**Q:** For CuTe I would refine the k mesh until the total energy stops moving. Does the energy settle smoothly, as it does when I raise the plane-wave cutoff?

CuTe (Pmmn, 4 atoms in the cell, a = 3.100, b = 4.020, c = 6.860 Å) at fixed atoms, computed with Ansatz 0.2.0 using plane-wave PAW and scalar-relativistic r2SCAN without spin polarisation, a 500 eV cutoff and Gaussian smearing of 0.1 eV. The k meshes are Gamma-centred, with 14×10×6 as the reference. Energies are taken to zero smearing, and pressure is positive in compression.

```tsv
k mesh	energy less reference (meV/atom)	pressure less reference (GPa)	largest force change (eV/Å)
1x1x1	2170	13.6	0.722
2x2x1	-50.2	-0.537	0.382
4x4x2	-8.59	0.441	0.298
6x4x4	20.6	-0.166	0.115
6x6x4	24.3	-0.184	0.129
8x6x4	-16.3	-0.072	0.0265
10x8x4	6.88	-0.087	0.0453
12x10x6	-4.74	-0.145	0.0262
```

**A:** No, it swings from one side of the reference to the other. Read the first number of each mesh, the count N of points along the a axis. With six points the energy is too high, with eight too low, with ten too high again and with twelve too low. The swings shrink, but the error has no fixed sign, because a coarse mesh samples the bands badly and bad sampling can err either way.

**Q:** What makes it swing?

**A:** CuTe is a metal, so some band crosses the Fermi level and is filled on one side of the crossing only. The mesh cuts the range of k into slices and lets one point speak for each slice. If a point lies right at the crossing, it contributes nothing below the Fermi level, although half of its slice is filled with lower-lying states. The energy comes out too high.

If the crossing falls midway between two points, that mistake vanishes and a smaller one of opposite sign remains. The filled part of the band on balance bends upward, so a point in the middle of a slice reads a little below the slice's mean. When N changes, the points slide past the fixed crossing and the error can change sign. An insulator has no such edge: its bands are filled throughout, the sampled function is smooth, and the error dies away exponentially.

**Q:** How fast should the swings shrink in the metal?

**A:** The energy missed within the slice at the crossing is proportional to the slice's width, and so is the slice's weight in the average. Together they give an error that falls as 1/N², so long as the band's energy changes from point to point by much more than the 0.1 eV of smearing, as expected for a steep band. From six points along a onwards, the size of the energy error times N² indeed stays between 0.7 and 1.0 eV/atom. Over a mere doubling of N an exponential would describe the sizes equally well, so the power law rests on the argument about the crossing.

**Q:** Can you turn that into a formula?

**A:** Take the simplest metal, in which the band crosses the Fermi level at the same distance from k = 0 along a, whatever the other two components of k. Call that distance κ, as a fraction of the reciprocal length along a, and neglect the shifts of the Fermi level from mesh to mesh. A mesh of N points cannot tell a wave with N periods across that length from a constant, so it counts the wave's strength as energy. The kink at the crossing gives this wave a strength proportional to cos(2πNκ)/N². The reference, with 14 points along a, carries the same kind of error, which has to be subtracted:

energy less reference ≈ A [cos(2πNκ)/N² − cos(2π·14κ)/14²]

Here A is a positive energy that grows with the steepness of the band at the crossing.

**Q:** Where do κ and A come from?

**A:** CuTe is known for a charge-density wave along a. The component of its wave vector along a is roughly 0.4 of the reciprocal length, a recalled value. If that component separates the two opposite crossings, κ is about 0.2. A least-squares fit to the five meshes with at least six points along a then gives A = 1.5 ± 0.5 eV/atom.

Try 8x6x4, which was one of the fitted rows. Eight times 0.2 is 1.6 turns, with a cosine of −0.81; for the reference it is 2.8 turns, with a cosine of 0.31. The estimate is 1.5 eV × (−0.81/64 − 0.31/196), or about −21 meV/atom, where the calculation gives −16.

**Q:** So the energies confirm the wave vector?

**A:** They do not. The formula gets the sign right in all five fitted rows, but its typical miss is still 9 meV/atom, against errors that are themselves typically 16. If κ is fitted too, the miss drops to about 2 meV/atom, but A turns negative, which a single crossing of this kind does not allow. The formula leaves out too much. The real Fermi surface is more complicated than one flat sheet, and the Fermi level, which the formula holds fixed, lies up to 0.2 eV from that of the reference in the fitted rows. These few energies do not locate the crossing.

**Q:** Why do you count only the points along a?

**A:** Because the energy reacts most strongly there in the steps that can be compared. Going from 6x4x4 to 6x6x4 refines b alone and moves the energy by 4 meV/atom. Going from 6x6x4 to 8x6x4 refines a alone and moves it by 41 meV/atom, through zero to the other side. No two meshes differ along c alone, so that direction is not tested by itself.

The likely reason is that tellurium p bands in CuTe run steeply along a and only weakly across it. That is the accepted picture of this compound, not something that total energies can prove. The forces at least point to tellurium: from 4x4x2 onwards, the largest force change is on a tellurium atom in every row.

**Q:** Then what happened at 2x2x1? Its energy is 50 meV/atom below the reference. Is that a better ground state?

**A:** It is a badly sampled metal. The crossings all fall between the few mesh points, so the calculation sees a gap of 1.4 eV that the finer meshes do not have. A lower energy from a coarser mesh is no sign of a better state, since a sampling error can have either sign. The single point of 1x1x1 also shows a false gap, and there one place in k space stands for whole bands, which puts the energy about 2 eV/atom too high.

**Q:** And 4x4x2? It is off by only 9 meV/atom, less than the finer 6x6x4.

**A:** That small number is deceptive, because the force on tellurium is still wrong by 0.3 eV/Å. The pressure flatters this mesh too. It is off by 0.4 GPa, but only because a stress error of +6.9 GPa along a is largely cancelled by errors of −2.4 and −3.2 GPa along b and c. The formula, which was not fitted to this row, even gives the wrong sign here: with so few points in each direction, a single wave along a no longer describes the error.

**Q:** When may I stop refining, then?

**A:** Not at the first small change. From 6x4x4 to 6x6x4 the energy moves by only 4 meV/atom, yet both meshes are more than 20 meV/atom too high. Compare several values of N along a, and take the size of the swings as your uncertainty. Watch the forces and the separate stress components as well, above all if the cell is to be relaxed.

The reference deserves the same caution. The 12x10x6 mesh differs from it only along a, yet the two energies are still 5 meV/atom apart. With a typical 0.74 eV/atom for the error times N², 14 points leave 0.74/196 eV, or about 4 meV/atom. Energy differences of that size between two structures of CuTe would call for a finer mesh along a than any used here.
